\section*{Convergence of the climbing image to a saddle}

\subsection*{1. Premises and conventions}

P1. $V(\mathbf r)$ is a single smooth potential-energy surface in $N$ Cartesian coordinates (\AA, not mass weighted). $\mathbf F=-\nabla V$ in eV/\AA. Dot products and angles are Euclidean in these coordinates.

P2. One image of a nudged elastic band, the climbing image (Henkelman, Uberuaga and J\'onsson, 2000), feels no springs. It feels
\begin{equation}
\mathbf G=\mathbf F-2(\mathbf F\cdot\boldsymbol\tau)\boldsymbol\tau=R\,\mathbf F,\qquad R=1-2\boldsymbol\tau\boldsymbol\tau^{T},\qquad |\boldsymbol\tau|=1 .
\label{G}
\end{equation}

P3. The image follows the first-order flow $\dot{\mathbf r}=\mathbf G$, with fictitious time in \AA$^2$/eV. Finite steps and inertia come in Sec.~6.

P4. The stationary point, put at $\mathbf r=0$, has a nonsingular Hessian $H$. The tangent is a continuous function of the image positions.

$R$ is unchanged under $\boldsymbol\tau\to-\boldsymbol\tau$, so the angle $\theta$ between tangent and unstable mode is an angle between lines, $0\le\theta\le90^\circ$.

\subsection*{2. Fixed points}

$R$ is symmetric, and $R^2=1-4\boldsymbol\tau\boldsymbol\tau^T+4\boldsymbol\tau(\boldsymbol\tau\cdot\boldsymbol\tau)\boldsymbol\tau^T=1$. It has eigenvalue $-1$ on $\boldsymbol\tau$ and $+1$ on the $N-1$ normal directions, so it is a reflection with $\det R=-1$. Hence
\begin{equation}
|\mathbf G|^2=\mathbf F^TR^2\mathbf F=|\mathbf F|^2 .
\label{norm}
\end{equation}
$\mathbf G$ vanishes exactly where $\mathbf F$ does, for any unit tangent. A converged climbing image sits on a stationary point of $V$. A poor tangent cannot shift that point. It can only decide whether the point attracts.

\subsection*{3. Linearisation}

Near the point $\mathbf F=-H\mathbf r+O(r^2)$. Let $R_0$ be the reflection of the converged band and write $R=R_0+\delta R$. By P4, $\delta R\to0$ as the band converges. Then $\mathbf G=-R_0H\mathbf r+\delta R\,\mathbf F+O(r^2)$. The second term multiplies a force that is itself $O(r)$, so it is $o(r)$. To first order
\begin{equation}
\dot{\mathbf r}=-A\mathbf r,\qquad A=R_0H .
\label{lin}
\end{equation}
The motion of the tangent drops out, whether the image or its neighbours cause it. Where the band forces are differentiable, the Jacobian of the whole band is therefore block triangular, with spectrum that of $-A$ plus that of the other images. Fixing $\boldsymbol\tau$ at its converged value loses nothing locally.

Sign convention: the Jacobian is $-A$. An eigenvalue $\mu$ of $A$ gives $e^{-\mu t}$, and the point attracts in \eqref{lin} exactly when all $\mathrm{Re}\,\mu>0$.

\subsection*{4. Two dimensions}

Take $V=V^\ddagger-\tfrac12ax^2+\tfrac12by^2$ with $a,b>0$, so $H=\mathrm{diag}(-a,b)$, and $\boldsymbol\tau=(\cos\theta,\sin\theta)$. With $1-2\cos^2\theta=-\cos2\theta$, $1-2\sin^2\theta=\cos2\theta$ and $2\sin\theta\cos\theta=\sin2\theta$,
\begin{equation}
R=\begin{pmatrix}-\cos2\theta&-\sin2\theta\\-\sin2\theta&\cos2\theta\end{pmatrix},\qquad
A=\begin{pmatrix}a\cos2\theta&-b\sin2\theta\\a\sin2\theta&b\cos2\theta\end{pmatrix}.
\label{A}
\end{equation}
The invariants are
\begin{equation}
T=\mathrm{tr}A=(a+b)\cos2\theta,\qquad D=\det A=\det R\,\det H=ab ,
\label{TD}
\end{equation}
and the Jacobian $-A$ has trace $-T$ and determinant $D$. From $\mu^2-T\mu+D=0$,
\begin{equation}
\mu_\pm=\tfrac12T\pm\sqrt{\tfrac14T^2-D}.
\label{mu}
\end{equation}
Real roots have product $D>0$, so both carry the sign of their sum $T$. Complex roots have $\mathrm{Re}\,\mu=T/2$. In both cases $\mathrm{Re}\,\mu_\pm>0$ if and only if $\cos2\theta>0$.

\textbf{Result.} The saddle attracts for $\theta<45^\circ$ and repels in every direction for $\theta>45^\circ$, whatever $a$ and $b$. At $45^\circ$, $\mu=\pm i\sqrt{ab}$; the linear flow is a centre and higher-order terms decide.

\emph{Node or spiral.} The roots merge at $T^2=4D$,
\begin{equation}
\cos2\theta_c=\frac{2\sqrt{ab}}{a+b},\qquad \sin2\theta_c=\frac{|b-a|}{a+b}.
\label{thc}
\end{equation}
For $\theta<\theta_c$ the saddle is a stable node. The product $\mu_+\mu_-$ is fixed while the sum falls, so the slow root rises from $\min(a,b)$ to $\sqrt{ab}$. For $\theta_c<\theta<45^\circ$ the image spirals in, with $|\mu|=\sqrt{ab}$ and decay rate $T/2$.

\emph{Second proof, which carries over to the nonlinear flow.} Factor $H=SP$ with $S=\mathrm{diag}(-1,1)$, $P=\mathrm{diag}(a,b)$. Then $A=QP$, and \eqref{A} shows that $Q=RS$ is the rotation by $2\theta$. At a saddle the climbing flow is descent in the bowl $W=\tfrac12\mathbf r^TP\mathbf r$ with the gradient turned by $2\theta$. The symmetric part of $Q$ is $\cos2\theta$ times the unit matrix, and $|P\mathbf r|=|H\mathbf r|=|\mathbf F|$, so
\begin{equation}
\dot W=-(P\mathbf r)^TQ(P\mathbf r)=-\cos2\theta\,|\mathbf F|^2 .
\label{W}
\end{equation}
The terms dropped in \eqref{lin} add $o(r^2)$ to $\dot W$, while $|P\mathbf r|^2\ge\min(a,b)^2r^2$. For $\theta\ne45^\circ$ the sign of $\dot W$ thus survives in a neighbourhood of the saddle, and $W$ is a Lyapunov function of the full flow. On the quadratic surface \eqref{W} also holds for a moving tangent, with the instantaneous $\theta(t)$.

\emph{No potential.} $A_{21}-A_{12}=(a+b)\sin2\theta$, so $\mathbf G$ has a curl unless the tangent is a Hessian eigenvector. Also $\dot V=-\mathbf F^TR\mathbf F=F_\parallel^2-|\mathbf F_\perp|^2$ has no fixed sign, so a line search on $V$ does not apply.

\subsection*{5. $N$ dimensions}

\emph{Only index-1 saddles can attract.} Let all $\mathrm{Re}\,\mu>0$. This property and the index of $H$ (its number of negative eigenvalues) survive small symmetric changes of $H$. The discriminant of the characteristic polynomial of $RH$ is a polynomial in the entries of $H$ that is not identically zero (take $H$ diagonal in a basis that contains $\boldsymbol\tau$). So the $\mu_j$ may be taken distinct. Since $R^2=1$, $A\mathbf v_j=\mu_j\mathbf v_j$ means $H\mathbf v_j=\mu_jR\mathbf v_j$. Letting $H$ act to the right and to the left,
\begin{equation}
\mathbf v_i^\dagger H\mathbf v_j=\mu_j\,\mathbf v_i^\dagger R\mathbf v_j=\mu_i^*\,\mathbf v_i^\dagger R\mathbf v_j .
\label{orth}
\end{equation}
Both forms vanish unless $\mu_j=\mu_i^*$. In the eigenbasis both are block diagonal, with nonsingular blocks. A real $\mu>0$ gives $1\times1$ blocks of equal sign. A conjugate pair gives Hermitian $2\times2$ blocks with zero diagonal, each with one positive and one negative eigenvalue. By Sylvester's law of inertia $H$ has as many negative eigenvalues as $R$, namely one. Minima and higher-index saddles are fixed points that do not attract. The same count allows at most one complex pair.

\emph{$\theta<45^\circ$ suffices.} Let $H=\mathrm{diag}(-a,b_2,\dots,b_N)$ and $\boldsymbol\tau=\cos\theta\,\mathbf e_1+\sin\theta\,\mathbf u$, with unit $\mathbf u\perp\mathbf e_1$. Put $S=1-2\mathbf e_1\mathbf e_1^T$, $P=SH>0$, $Q=RS$. Both reflections are the identity outside the plane $\Pi$ of $\mathbf e_1$ and $\mathbf u$, and inside it $Q$ rotates by $2\theta$. With $\mathbf f=P\mathbf r$, $|\mathbf f|=|\mathbf F|$, and $p$ the smallest eigenvalue of $P$,
\begin{equation}
\dot W=-|\mathbf f|^2+(1-\cos2\theta)|\mathbf f_\Pi|^2\le-\cos2\theta\,|\mathbf f|^2\le-2p\cos2\theta\,W ,
\label{WN}
\end{equation}
where the last step uses $\cos2\theta>0$ and $\mathbf r^TP^2\mathbf r\ge p\,\mathbf r^TP\mathbf r$.

\emph{It is necessary only if $\mathbf u$ is an eigenvector of $H$.} In that case $\Pi$ decouples and Sec.~4 applies. Otherwise consider $\theta=45^\circ$, where $\dot W=-|\mathbf f_{\perp\Pi}|^2\le0$. An orbit with $\dot W\equiv0$ keeps $\mathbf f$ in $\Pi$ under $\dot{\mathbf f}=-PQ\mathbf f$. It cannot stay on a line, since constant $W$ would then need a zero eigenvalue and $\det PQ\neq0$. So it spans $\Pi$, giving $PQ\Pi=\Pi$, then $P\Pi=\Pi$, which makes $\mathbf u$ an eigenvector. No such orbit exists, and LaSalle's principle gives attraction at $45^\circ$, and by continuity slightly beyond. At $90^\circ$, $A\mathbf e_1=-a\mathbf e_1$ and the saddle is unstable.

\emph{Example.} For $N=3$ and $H=\mathrm{diag}(h_1,h_2,h_3)$ the characteristic polynomial is $\mu^3-c_1\mu^2+c_2\mu-c_3$. The principal minors of $R$ give $c_1=\sum_ih_i(1-2\tau_i^2)$, $c_2=\sum_{i<j}h_ih_j(1-2\tau_i^2-2\tau_j^2)$, $c_3=-h_1h_2h_3$. Take the illustrative $H=\mathrm{diag}(-1,20,4)$, $\mathbf u=(\mathbf e_2+\mathbf e_3)/\sqrt2$, $\xi=\sin^2\theta$. Then $c_1=25-26\xi$, $c_2=104-184\xi$, $c_3=80$. The Routh--Hurwitz conditions are $c_1,c_3>0$ and $c_1c_2>c_3$, and $c_1c_2-c_3=8(598\xi-315)(\xi-1)$. Stability ends at $\xi=0.527$, $\theta=46.5^\circ$.

\subsection*{6. Real optimisers, in two dimensions}

\emph{Fixed step} $h$ (\AA$^2$/eV): $\mathbf r\to(1-hA)\mathbf r$. Convergence needs the spectral radius $\rho=\max|1-h\mu_\pm|<1$. For real positive roots this is $h\mu_+<2$. For complex roots $\rho^2=1-hT+h^2D$. So
\begin{equation}
h_{\max}=\frac{2}{\mu_+}\ \ (\theta\le\theta_c),\qquad h_{\max}=\frac TD=\Big(\frac1a+\frac1b\Big)\cos2\theta\ \ (\theta_c\le\theta<45^\circ).
\label{h}
\end{equation}
The two agree at $\theta_c$, where both equal $2/\sqrt{ab}$. The admissible step goes to zero at $45^\circ$. A given $h<2/\sqrt{ab}$ diverges once $\cos2\theta<hab/(a+b)$.

\emph{Damped inertia:} $m\ddot{\mathbf r}=-A\mathbf r-\gamma\dot{\mathbf r}$, $\gamma>0$. With $\mathbf r\propto e^{\lambda t}$ and $z=m\lambda^2+\gamma\lambda$, the condition $\det(z+A)=z^2+Tz+D=0$ reads
\begin{equation}
m^2\lambda^4+2m\gamma\lambda^3+(\gamma^2+mT)\lambda^2+\gamma T\lambda+D=0 .
\label{quart}
\end{equation}
A quartic $\sum_kq_k\lambda^k$ with $q_4>0$ has all roots in the left half-plane exactly when all $q_k>0$ and $q_3q_2q_1-q_4q_1^2-q_3^2q_0>0$ (Routh--Hurwitz). Here that combination equals $m\gamma^2[2T\gamma^2-m(4D-T^2)]$. Hence
\begin{equation}
T>0\quad\text{and}\quad\gamma^2>m\,\frac{4D-T^2}{2T}=m\,\frac{(\mathrm{Im}\,\mu)^2}{\mathrm{Re}\,\mu}.
\label{gam}
\end{equation}
Any friction works below $\theta_c$, where $4D-T^2<0$. Above it a minimum friction is needed, and it diverges at $45^\circ$.

\emph{Preconditioner:} $\dot{\mathbf r}=K\mathbf G$ with $K$ symmetric positive definite. $\det KA>0$ still, but $\mathrm{tr}KA=(K_{11}a+K_{22}b)\cos2\theta+K_{12}(a-b)\sin2\theta$, with $\theta$ now signed. The limit stays at $45^\circ$ only if $K_{12}(a-b)=0$.

\subsection*{7. Illustration: O vacancy hop in SrTiO$_3$}

\emph{Geometry.} An O ion moves along an edge of a TiO$_6$ octahedron into the vacant site. The cubic lattice constant is $a_0=3.905$~\AA\ (room temperature, compiled value, Zhang 2017). The chord is $d=a_0/\sqrt2=2.761$~\AA\ and the Ti--O distance $r=a_0/2=1.9525$~\AA. Model: all other ions are frozen, and the ion moves in the TiO$_2$ plane on a quarter circle about Ti. With polar coordinates $(\varrho,\phi)$ about Ti and $\phi=0$ at the midpoint,
\begin{equation}
V=E_b\cos^22\phi+\tfrac12b(\varrho-r)^2,\qquad|\phi|\le45^\circ .
\label{model}
\end{equation}
The path length is $L=\pi a_0/4=3.067$~\AA\ and the bow away from the chord is $w=r(1-\cos45^\circ)=0.57$~\AA. The saddle is at $\phi=0$, $\varrho=r$, with $x$ along the chord and $y$ radially outward.

\emph{Curvatures.} $\cos^22\phi\simeq1-4x^2/r^2$ gives $a=8E_b/r^2=32E_b/a_0^2$. With a typical barrier $E_b\approx0.6$~eV as input, $a=1.26$~eV/\AA$^2$. For $b$, assign the whole bulk modulus, $B=172.1$~GPa (room temperature, compiled value, Guennou 2010), to the six Ti--O springs per cell. Under linear strain $\epsilon$, $\tfrac12Ba_0^3(3\epsilon)^2=6\cdot\tfrac12b\,(\epsilon a_0/2)^2$, so $b=6Ba_0=403$~N/m $=25.2$~eV/\AA$^2$. This ignores Sr--O and long-range Coulomb terms and fixes the order of magnitude only. Then $b/a=20.0$, $D=31.8$~eV$^2$/\AA$^4$, $ab/(a+b)=1.20$~eV/\AA$^2$ and $\theta_c=32.4^\circ$. Halving $b$ gives $\theta_c=27^\circ$.

\emph{Which $\theta$ occurs.} Let the neighbours lie on the arc at $+\phi_1$ and $-\phi_2$, that is at $(r\sin\phi_1,r\cos\phi_1-r)$ and $(-r\sin\phi_2,r\cos\phi_2-r)$. Their secant has slope $(\cos\phi_1-\cos\phi_2)/(\sin\phi_1+\sin\phi_2)=\tan[(\phi_2-\phi_1)/2]$. The one-sided differences make angles $-\phi_1/2$ and $+\phi_2/2$ with $x$, and any positive combination lies between them. The worst case is the line from saddle to end point, $\tan\theta=2w/d$, $\theta=22.5^\circ$. To reach $45^\circ$ this way a path needs $w=d/2=1.38$~\AA.

\emph{Model rates} from \eqref{TD}, \eqref{mu}, \eqref{h}, for $h=0.04$~\AA$^2$/eV. $T$ and $\mu$ are in eV/\AA$^2$, $h_{\max}$ in \AA$^2$/eV. $n=\ln(0.01)/\ln\rho$, from unrounded $\rho$, is the asymptotic number of steps for a factor 100 in force, say 0.1 to 0.001~eV/\AA.
\begin{center}
\begin{tabular}{cccccc}
$\theta$ & $T$ & $\mu_\pm$ & $h_{\max}$ & $\rho$ & $n$\\\hline
$0^\circ$ & 26.5 & 25.2, 1.26 & 0.079 & 0.95 & 89\\
$22.5^\circ$ & 18.7 & 16.8, 1.89 & 0.119 & 0.92 & 59\\
$40^\circ$ & 4.59 & $2.30\pm5.15i$ & 0.145 & 0.93 & 65\\
$44^\circ$ & 0.92 & $0.46\pm5.62i$ & 0.029 & 1.01 & none\\
$50^\circ$ & $-4.59$ & $-2.30\pm5.15i$ & none & 1.11 & none
\end{tabular}
\end{center}
This step diverges beyond $\cos2\theta=0.048$, $\theta=43.6^\circ$, short of the flow limit. At $40^\circ$, $(\mathrm{Im}\,\mu)^2/\mathrm{Re}\,\mu=11.5$~eV/\AA$^2$, and \eqref{gam} with $m\approx16$~amu needs $\gamma/m>83$~ps$^{-1}$. All angles the model band can produce lie below $\theta_c$, so its saddle is a stable node.

\emph{Stopping.} By \eqref{norm} a threshold on $|\mathbf G|$ is one on $|\mathbf F|$. From $\mathbf r=-H^{-1}\mathbf F$ and $V-V^\ddagger=\tfrac12\mathbf F^TH^{-1}\mathbf F$, a residual of 0.01~eV/\AA\ leaves $|\mathbf r|\le|\mathbf F|/a=0.008$~\AA\ and $|V-V^\ddagger|\le|\mathbf F|^2/2a=0.04$~meV.

\subsection*{8. Range of validity}

(i) Eq.~\eqref{norm} is exact and global. Stability is local: nothing here shows that a distant image arrives, or that it finds the lowest saddle.

(ii) Size of the linear region in \eqref{model}. Along the arc, $s=r\phi$, the force goes as $\sin(2\pi s/L)$ and falls 10\% below the linear form at $s=0.38$~\AA. Across the arc the limit is tighter. At $x=0$, $V_{xx}=-ar^2/(r+y)^2+by/(r+y)$, which changes sign at $y=0.09$~\AA. To first order it is $-a+(b+2a)y/r$, a 10\% change at a radial force $0.1\,abr/(b+2a)=0.22$~eV/\AA. The table applies below about that force.

(iii) ``Exactly $45^\circ$'' holds for the first-order flow with scalar mobility, in two dimensions or when the tangent is misaligned along one stable eigenmode. Otherwise $45^\circ$ is a sufficient bound. Velocity-projection and quasi-Newton optimisers are nonlinear or history dependent and are not covered. The angle depends on the metric: mass weighting changes it.

(iv) $H$ must be nonsingular with index 1. The cubic phase of SrTiO$_3$ typically has unstable octahedral-rotation modes on the static surface, in supercells that admit them. A symmetric band can then converge to a point of higher index, because the result of Sec.~5 sees only the symmetry-allowed subspace. A Hessian calculation settles the index.

(v) One smooth surface is assumed. A change of electron localisation along the hop can make the force discontinuous, and \eqref{lin} then fails.

(vi) The numbers of Sec.~7 are the model's. Calculated hop paths in such perovskites typically bow by a few tenths of an \AA, so the rigid arc probably overstates $w$, by up to a factor of about two, and the in-plane bound on $\theta$ is on the safe side. In a relaxed supercell the neighbouring ions also enter $\boldsymbol\tau$, so $\theta$ has to be taken from the full vectors. A stable mode normal to $\boldsymbol\tau$ relaxes with $\mu$ equal to its own curvature, so modes softer than $a$ raise $n$ above the tabulated counts roughly in the ratio of $a$ to that curvature.